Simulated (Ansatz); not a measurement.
**The atomisation energy (no zero-point term) down a group: C to Sn**

One atom is swapped for its congeners: CH4 `C`; SiH4 (silane) `[SiH4]`; GeH4 (germane) `[GeH4]`; SnH4 `[SnH4]`. All are singlets with charge 0.

Shapes, held fixed at every level: PBE0-D4/def2-TZVP. Programs: Ansatz 0.2.0. Values in eV.

(1) How should the atomisation energy change along the series?

Results:

(1) At CCSD(T)/def2-TZVPP the atomisation energy falls at every step, from 17.91 to 11.28 eV. Every level shows the same order. For atoms past krypton def2 sets carry core potentials with scalar relativity. Relativity is left out for Ge unless named. Correlated rows may include outer-core shells of Ge, Sn, which these sets cover unevenly. Spin-orbit coupling, which grows down the group, is left out (summed over each molecule's free atoms 0.00, 0.02, 0.12, 0.31 eV).

| level | CH4 | SiH4 | GeH4 | SnH4 |
| --- | --- | --- | --- | --- |
| SPW92/def2-TZVPP | 20.04 | 15.07 | 14.13 | 12.54 |
| r2SCAN-D4/def2-TZVPP | 18.19 | 13.98 | 12.84 | 11.22 |
| r2SCAN0-D4/def2-TZVPP | 18.10 | 13.95 | 12.79 | 11.18 |
| MP2/def2-SVP | 17.36 | 12.95 | 11.87 | 10.18 |
| MP2/def2-TZVPP | 17.80 | 13.49 | 12.39 | 10.65 |
| CCSD/def2-TZVPP | 17.80 | 13.81 | 12.76 | 11.21 |
| CCSD(T)/def2-TZVPP | 17.91 | 13.84 | 12.82 | 11.28 |

The weakening is uneven: at every level the largest drop comes between CH4 and SiH4, the smallest between SiH4 and GeH4. Carbon's 2s and 2p orbitals are compact and similar in extent, so they hybridise well and overlap strongly with hydrogen 1s. In the heavier atoms the valence orbitals are more diffuse and the s and p shells differ more in size, which weakens the bonds. Germanium stays close to silicon because its filled 3d shell screens the nucleus poorly and limits the expansion of the valence shell. Spin-orbit coupling would stabilise the free heavy atoms more than the closed-shell hydrides, so including it should steepen the fall rather than reverse it.

The perturbative triples change little, which suggests that the order does not hinge on higher excitations. The absolute energies are less settled, since MP2 still rises clearly from the smaller to the larger basis. Nor does a positive atomisation energy show stability towards decomposition into the element and H2, to which stannane is notably prone.
